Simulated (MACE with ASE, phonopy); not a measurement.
# Highest zone-centre mode of rocksalt KI against volume, and its Grüneisen parameter, with two MACE potentials

Potassium iodide is an ionic crystal in which each K⁺ has six I⁻ neighbours and each I⁻ six K⁺. Its highest zone-centre mode without the macroscopic field moves the two sublattices against each other. In the real crystal this motion absorbs far-infrared light, and its change with volume enters thermal expansion and the drift of optical components with temperature.

Problem: from harmonic frequencies at scaled volumes, find how this mode moves with volume and whether MACE-MP-0b2 small and MACE-MPA-0 medium give the same mode Grüneisen parameter γ = −d ln ω / d ln V. Each volume ratio refers to the potential's own static V0. The comparison is between the two potentials, as the table has no measured row.

## Computational details

One crystal, KI (rocksalt), taken from a measured cell of the Crystallography Open Database (known phase), directly or through a relaxation at another level, and relaxed at each level to its static volume V0; then scaled volumes, with shape and atoms relaxed at fixed volume where symmetry leaves them free. Machine-learned potentials: finite atomic displacements of 0.02 Å in 3×3×3 supercells with phonopy 4.10.

Notes on method and selection:

- Minus the slope of ln ω against ln V is the mode Grüneisen parameter.
- Harmonic values at the static lattice; measured values carry thermal expansion and anharmonic shifts at their temperature.
- MACE-MP-0b2 small and MACE-MPA-0 medium are published machine-learned interatomic potentials trained on PBE and PBE+U data; they have no electrons, no dipole term and hence no LO-TO splitting.
- Runs that did not converge, have known faults or may not be shown are not listed, and runs on Ansatz's PAW sets soft_1 and soft_2 are kept to separate tables.

Columns:

- volume (Å³): volume per atom.
- pressure (GPa): static pressure at that volume, compression positive.
- lowest on path (cm⁻¹): lowest frequency along the high-symmetry path, interpolated; zero means stable, negative imaginary.
- highest Γ mode (cm⁻¹): highest optical mode at the zone centre, without the macroscopic field (no LO-TO term).

## The series

| member | level of theory | volume (Å³) | pressure (GPa) | lowest on path (cm⁻¹) | highest Γ mode (cm⁻¹) |
| --- | --- | --- | --- | --- | --- |
| V/V0 = 0.97 | MACE-MP-0b2 small | 42.840 | 0.37 | −38.1 | 91.8 |
| V/V0 = 0.985 | MACE-MP-0b2 small | 43.503 | 0.18 | −35.4 | 87.7 |
| V/V0 = 1 | MACE-MP-0b2 small | 44.165 | 0.00 | −33.0 | 83.7 |
| V/V0 = 1.015 | MACE-MP-0b2 small | 44.828 | −0.17 | −32.8 | 79.6 |
| V/V0 = 1.03 | MACE-MP-0b2 small | 45.490 | −0.33 | −33.1 | 75.4 |
| V/V0 = 1.05 | MACE-MP-0b2 small | 46.374 | ? | −34.1 | ? |
| V/V0 = 0.97 | MACE-MPA-0 medium | 44.668 | 0.38 | 0.0 | 98.7 |
| V/V0 = 0.985 | MACE-MPA-0 medium | 45.359 | 0.18 | 0.0 | 95.5 |
| V/V0 = 1 | MACE-MPA-0 medium | 46.050 | 0.00 | 0.0 | 92.3 |
| V/V0 = 1.015 | MACE-MPA-0 medium | 46.741 | −0.17 | 0.0 | 89.2 |
| V/V0 = 1.03 | MACE-MPA-0 medium | 47.431 | −0.32 | 0.0 | 86.1 |
| V/V0 = 1.05 | MACE-MPA-0 medium | 48.352 | ? | 0.0 | ? |

Cells marked ? are withheld until the estimate has been made.

Least-squares fits to the members shown, with x = volume (Å³); R² and errors in the fitted variable (y, or ln y where the fit is in ln y):

| y | level of theory | members | fit | R² | rms residual | leave-one-out rms | the same for the mean of the others |
| --- | --- | --- | --- | --- | --- | --- | --- |
| highest Γ mode (cm⁻¹) | MACE-MP-0b2 small | 5 | ln y = 16.802 − 3.2679 ln x | 1.00 | 0.0031 | 0.0064 | 0.087 |
| highest Γ mode (cm⁻¹) | MACE-MPA-0 medium | 5 | ln y = 13.2358 − 2.27477 ln x | 1.00 | 0.0010 | 0.0022 | 0.060 |

## Why the values move as they do

Solution. The mode softens at every step of expansion with both potentials. From V/V0 = 0.97 to 1.03 it falls by 91.8 − 75.4 = 16.4 cm⁻¹ with MACE-MP-0b2 small and by 98.7 − 86.1 = 12.6 cm⁻¹ with MACE-MPA-0 medium. The masses are fixed, so the force constant, proportional to ω², carries the whole change. It drops to (75.4 / 91.8)² = 0.67 of its compressed value in the first case and to (86.1 / 98.7)² = 0.76 in the second.

In an ionic crystal the restoring force is the short-range repulsion between neighbouring ions less an electrostatic part that favours the displacement. The repulsion dies off much faster with distance, so the remainder shrinks quickly as the lattice expands. The potentials have no explicit charges and can carry this balance only as far as they learned it from their training forces.

The fitted exponents give γ = 3.27 for MACE-MP-0b2 small and 2.27 for MACE-MPA-0 medium. The levels therefore disagree, by a factor 3.27 / 2.27 = 1.44, far beyond the scatter of either fit. The different V0 is not the reason for the gap in frequency: at nearly equal volumes, 44.828 and 44.668 Å³, the modes lie at 79.6 and 98.7 cm⁻¹, further apart than at the two V0. Nor does the static compressibility show the disagreement, since between ratios 0.985 and 1.015 the pressure changes by 0.18 + 0.17 = 0.35 GPa with both.

MACE-MP-0b2 small also has imaginary modes away from the zone centre at every volume, although rocksalt KI is the stable phase at ambient conditions. That is a fault of its force constants and a reason to trust its γ less. The real modes of MACE-MPA-0 medium remove that objection but do not establish its γ as correct.

## Estimating the withheld member

Plain estimates from the members shown:

- V/V0 = 1.05 (MACE-MP-0b2 small), fit at x = 46.374: 71.1 cm⁻¹ (an extrapolation)

The remaining task is the mode at V/V0 = 1.05 with MACE-MP-0b2 small. The power-law fit gives 71.1 cm⁻¹, but it assumes a constant γ, and the rows show γ rising with volume. Between the first two volumes it is ln(91.8 / 87.7) / ln(43.503 / 42.840) = 3.0, and between the last two ln(79.6 / 75.4) / ln(45.490 / 44.828) = 3.7. At V/V0 = 1.03 the fit already lies 0.3 cm⁻¹ too high, so its extrapolation should be too high as well.

A parabola through the last three frequencies follows the softening more closely. Their successive changes are −4.1 and −4.2 cm⁻¹ per step of 1.03 − 1.015 = 0.015 in V/V0, a second difference of −0.1. The new member lies s = 0.02 / 0.015 = 1.33 steps further out, exactly 4/3. Over s steps a parabola adds s times the last change and s(s + 1)/2 times the second difference:

75.4 − (4 / 3) × 4.2 − ((4 / 3) × (7 / 3) / 2) × 0.1 = 69.6 cm⁻¹.

Tried on shown members, the same route gives 79.6 − 4.1 − 0.1 = 75.4 cm⁻¹ at ratio 1.03, equal to the tabulated value, and 83.7 − 4.0 + 0.1 = 79.8 cm⁻¹ at ratio 1.015, against 79.6. The misses are thus 0.0 and 0.2 cm⁻¹ for one step. The longer step enlarges the effect of rounding in the frequencies, so the standard deviation is set somewhat above these misses, at about 0.3 cm⁻¹.

**Committed estimate, V/V0 = 1.05 (MACE-MP-0b2 small): highest Γ mode = 69.6 ± 0.3 cm⁻¹.**

## Outcome

| member | level of theory | volume (Å³) | pressure (GPa) | lowest on path (cm⁻¹) | highest Γ mode (cm⁻¹) |
| --- | --- | --- | --- | --- | --- |
| V/V0 = 1.05 | MACE-MP-0b2 small | 46.374 | −0.53 | −34.1 | 69.6 |
| V/V0 = 1.05 | MACE-MPA-0 medium | 48.352 | −0.50 | 0.0 | 82.0 |

| member | estimate | highest Γ mode (cm⁻¹) | computed | estimate − computed | miss in error bars |
| --- | --- | --- | --- | --- | --- |
| V/V0 = 1.05 (MACE-MP-0b2 small) | committed | 69.6 | 69.6 | 0.0 | 0.0 |
| V/V0 = 1.05 (MACE-MP-0b2 small) | fit | 71.1 | 69.6 | +1.5 |  |

The computed mode lies at 69.6 cm⁻¹, equal to the estimate and so inside its error bar of 0.3 cm⁻¹. The power-law fit, at 71.1 cm⁻¹, was 1.5 cm⁻¹ too high.

The argument that γ rises on expansion held. Between V/V0 = 1.03 and 1.05 it is ln(75.4 / 69.6) / ln(46.374 / 45.490) = 4.2, above the 3.7 of the interval before. What failed is the assumption of a constant γ behind the power law.

Such a rise is expected when the force constant is a difference between a repulsive and an electrostatic part: as the difference shrinks, the same change in volume alters it by a larger fraction. The success of the parabola is only weak evidence for this picture, because it continues a smooth curve without using any property of the ions.

## Where the trend breaks

Least-squares fits to the whole series, with x = volume (Å³); R² and errors in the fitted variable (y, or ln y where the fit is in ln y):

| y | level of theory | members | fit | R² | rms residual | leave-one-out rms | the same for the mean of the others |
| --- | --- | --- | --- | --- | --- | --- | --- |
| highest Γ mode (cm⁻¹) | MACE-MP-0b2 small | 6 | ln y = 17.569 − 3.4709 ln x | 1.00 | 0.0064 | 0.012 | 0.11 |
| highest Γ mode (cm⁻¹) | MACE-MPA-0 medium | 6 | ln y = 13.4678 − 2.33550 ln x | 1.00 | 0.0020 | 0.0037 | 0.075 |

Largest departures from the fit to the whole series:

| member | level of theory | highest Γ mode (cm⁻¹) | fit | computed − fit | computed / fit | in rms residuals (of ln y) |
| --- | --- | --- | --- | --- | --- | --- |
| V/V0 = 1.05 | MACE-MP-0b2 small | 69.6 | 70.3 | −0.7 | 0.99 | 1.5 |
| V/V0 = 1.05 | MACE-MPA-0 medium | 82.0 | 82.2 | −0.2 | 1.00 | 1.4 |
| V/V0 = 0.97 | MACE-MPA-0 medium | 98.7 | 99.0 | −0.3 | 1.00 | 1.3 |
| V/V0 = 0.97 | MACE-MP-0b2 small | 91.8 | 92.5 | −0.7 | 0.99 | 1.2 |

No single volume stands out. With both potentials the two end members, at V/V0 = 0.97 and 1.05, lie below the power law, by 0.7 cm⁻¹ each with MACE-MP-0b2 small and by 0.3 and 0.2 cm⁻¹ with MACE-MPA-0 medium. This is the mark of a straight line laid through a curve that bends downward in ln ω against ln V, and it is stronger for the potential whose γ rises faster.

## Conclusions

From V/V0 = 0.97 to 1.05 the mode softens steadily with both potentials, but they do not agree on γ. Central differences between ratios 0.985 and 1.015 give ln(87.7 / 79.6) / ln(44.828 / 43.503) = 3.2 with MACE-MP-0b2 small and ln(95.5 / 89.2) / ln(46.741 / 45.359) = 2.3 with MACE-MPA-0 medium. Since γ rises with volume, a quoted value needs its volume beside it.

For use under pressure, the same rows give a rise of (87.7 − 79.6) / (0.18 + 0.17) = 23 cm⁻¹ per GPa and (95.5 − 89.2) / (0.18 + 0.17) = 18 cm⁻¹ per GPa, respectively, near zero static pressure.

A power law predicts a left-out volume to about 1.2 % and 0.4 %, respectively; at the expanded end, a local parabola served better for MACE-MP-0b2 small.

The macroscopic field is left out. In the real crystal it raises the longitudinal mode above the transverse one and leaves the transverse one unshifted, so the tabulated mode should be set beside a measured transverse frequency, with thermal expansion and anharmonic shifts kept in mind.
